The occupied electron states just below the Fermi level of this TiAl slab are enriched in its two outermost planes. Each outer plane holds clearly more of them than any inner plane, although all six planes have the same composition. Just one plane further in, the excess is almost gone. It is smaller at the face whose atoms were free to move than at the face held at bulk positions.

Ansatz 0.2.0, plane-wave PAW DFT with the PBE functional, without spin polarization, for a six-plane TiAl(110) slab (P4/mmm axes), lower three planes held at bulk positions. Cutoff 420 eV, 15 × 15 × 1 k mesh, Gaussian smearing 0.1 eV. Shares cover states from −0.25 to 0 eV relative to the Fermi level, every state counted full; planes are numbered from the bottom up.

```tsv
row	plane share	plane formula	plane height (Å)
1	0.204	TiAl	-9.952
2	0.157	TiAl	-7.946
3	0.145	TiAl	-5.939
4	0.152	TiAl	-3.966
5	0.153	TiAl	-1.962
6	0.189	TiAl	-0.016
```

The plane share is the fraction of the states in the energy window that belongs to one atomic plane, and the plane height is measured in Å from the topmost atom. With six planes, an even split would give each a share of 1/6, or 0.167. The window holds 4.09 states per cell in all. The lower three planes were held where they sit in the bulk crystal, and the upper three were allowed to relax.

**Why an outer plane should differ at all**

Every plane contains one Ti and one Al atom per cell, so an outer plane has no more orbitals to offer than an inner one. What it lacks is neighbours. An atom inside the slab has 12 near neighbours: four in its own plane, four in the plane above and four in the plane below. An atom at the surface has lost one of these groups and keeps 8.

Neighbours are what spreads atomic levels into a band. An electron that can hop to many partners takes part in many bonding and antibonding combinations, and its energies cover a wide range. With fewer partners the range shrinks, while the number of orbitals stays the same. The states are then packed more densely in energy, and a window that lies in the crowded part of the band catches more of them.

The allyl radical shows the same effect with only three orbitals. Its three carbon atoms stand in a row, so each end carbon has one π partner and the central carbon has two. In the simplest orbital picture the middle π level sits half on one end carbon and half on the other, with nothing on the centre. The central carbon finds its weight in the lowest and the highest level instead.

A narrow window around that middle level would therefore report that the molecule's π states live at its ends. A window over all three levels would find the same weight on every carbon. The analogy shows how an enrichment at the ends can arise, but it cannot prove one for the metal or give its size. In the metal the levels form continuous bands, the inner planes keep a good part of every window, and the Fermi level need not lie at the middle of the band.

In TiAl the states near the Fermi level are known to come largely from the Ti d orbitals, which are compact, so that the width of their band depends mostly on the nearest neighbours. A surface Ti atom keeps two of its four Ti neighbours and six of its eight Al neighbours. The shares add up both elements, so the leading part of Ti d rests here on the general chemistry of the compound. The enrichment of the outer planes itself is a plain reading of the table.

**Row 1: the held face**

The bottom plane has the largest share, 0.204, which is about a third more than the average inner plane. Its atoms sit exactly where they would in the crystal. The only change they have undergone is the loss of the planes below them. This row is therefore the cleanest place to ask how much the missing neighbours do on their own.

A simple estimate takes three steps. First, the mean square spread of the levels seen from one atom is the sum of the squared hopping strengths to its neighbours. If all neighbours count alike, the band width W grows as the square root of their number Z. Second, the band is assumed to keep its shape and its filling when it narrows. The filling can change only a little if the surface atoms are to stay close to neutral, and the band shifts in energy as far as that requires. The fixed shape is a simplification. Third, the same number of states then lies in a narrower range, so the number per eV at the Fermi level grows as 1/W.

For a surface plane compared with an inner one, this gives

√(Z inner / Z surface) = √(12/8) ≈ 1.22.

The outer plane should thus hold about 22% more states in the window than an inner plane. No number in this estimate was adjusted to the table.

The held face has a ratio of 0.204 to 0.152, or 1.34. The estimate has the right direction and gives roughly two thirds of the excess. This makes band narrowing a plausible main cause but does not prove it, since the band widths of the single planes were not calculated. One likely reason for the shortfall is the assumption that all neighbours count alike. The surface Ti atom loses half of its Ti partners but only a quarter of its Al partners, so if hopping between Ti atoms matters most, its d band narrows more than the plain count suggests.

The assumption of a fixed band shape is just as rough. A real d band has peaks and valleys, and the cut at the surface rearranges them as well as squeezing them together. A share also depends somewhat on how the space between and outside the planes is divided among them. An estimate of this kind can tell an effect of some tens of per cent from one of a few per cent, and more should not be asked of it.

**Rows 2 to 5: the interior**

One step into the slab the share drops to 0.157, and all four inner planes stay close to that level. The neighbour count offers a reason for so abrupt a change. An atom in the second plane again has its full set of 12 near neighbours. What it has lost lies two planes away, at a distance of about 4 Å, where the overlap of compact d orbitals is already weak.

All four inner planes lie below the even split, but this does not mean that the interior has been drained of states. Shares must add up to one, so whatever the outer planes hold in excess lowers the figure for the rest. The two outer planes together take 0.393, which leaves 0.152 on average for each of the other four. That average is the sensible yardstick for this slab, although six planes are too few to guarantee that the middle ones behave as the bulk crystal does.

The inner shares differ among themselves by at most 0.012, with the lowest value in row 3. Differences of this size can change with the thickness of the slab or the mesh of k points, so their order should not be read as a trend. The gap between rows 3 and 4 is slightly short, at 1.97 Å. Row 4 is the first plane that was free to move, and it settled a little closer to the held half. That short gap belongs to both planes alike and gives no simple reason for one to hold more than the other.

The quick fall from the outer plane to the next may look like the decay of a surface state, meaning a state bound to the surface that dies away into the crystal. The shares alone do not establish that. They add up every state in the window, and the four inner planes still hold about 61% of the total. States that run through the whole slab but have a larger amplitude at its ends would give the same pattern, with or without a true surface state among them.

**Row 6: the relaxed face**

At the top the share rises again, to 0.189. This is a quarter more than the average inner plane, but less than at the bottom. The difference between the two faces is the irregular feature of the table, since both end in the same kind of plane. In a slab cut from the crystal and left alone, symmetry would make rows 1 and 6 equal.

Relaxation breaks that equality. The gap below the top plane has shrunk to 1.95 Å, about 3% less than the gap next to the held face. Atoms that have lost neighbours on one side commonly strengthen their bonds to those that remain. The bottom plane would do so too if it could: its Ti atom feels a force of 0.33 eV/Å directed into the slab.

Shorter bonds mean stronger hopping, and stronger hopping widens the band again. The surface atom should thus recover a part of the width that it lost with its neighbours, and its states near the Fermi level should thin out. In the table the excess over the average inner plane is about 30% smaller at the relaxed face than at the held one. The two faces differ by 0.015, only a little more than the inner planes differ among themselves, so the size of this difference is less certain than the enrichment itself. That relaxation makes the two faces differ follows from symmetry, apart from numerical error; that it acts through the band width is the natural theoretical reading, though a small shift of surface levels across the edge of so narrow a window could contribute.

The estimate of 1.22 happens to lie very close to the 1.25 of this relaxed face. That closeness should not be counted in its favour, because the estimate contains no change in bond length. Its proper partner is the held face, where it falls short. For anyone who wants to describe a real TiAl surface of this orientation, however, row 6 is the better of the two, since row 1 describes a face kept in a position it would leave. Even row 6 leaves out any reconstruction, a rearrangement of the surface atoms into a larger repeating pattern, which the small cell of this calculation cannot show.

**What belongs to this window**

The enrichment is a matter of where in energy the states lie, and so it holds for the window chosen. This window is a crowded one: the equally wide windows just below and just above it hold 3.01 and 2.48 states. Over the whole band the shares of equal planes should even out, as they do in the allyl radical. What an outer plane gains near the Fermi level it must give up at other energies.

A window only 0.25 eV wide is also sensitive to small shifts of the levels, and the levels of a density functional are not exact excitation energies. The calculation leaves out spin as well. That matters most where many states crowd at the Fermi level, because such crowding favours magnetism, and here the crowding is greatest at the surface.

The same reasoning can be carried to another face of a transition-metal compound in three questions. How many neighbours has the surface atom lost, and are they the ones its d orbitals hop to most easily? Does the Fermi level lie in a part of the band that fills up when the band narrows? How far has the outer plane moved inward and won back some of the lost width? The first two suggest whether an enriched surface is to be expected, and the third how much of the enrichment may survive.
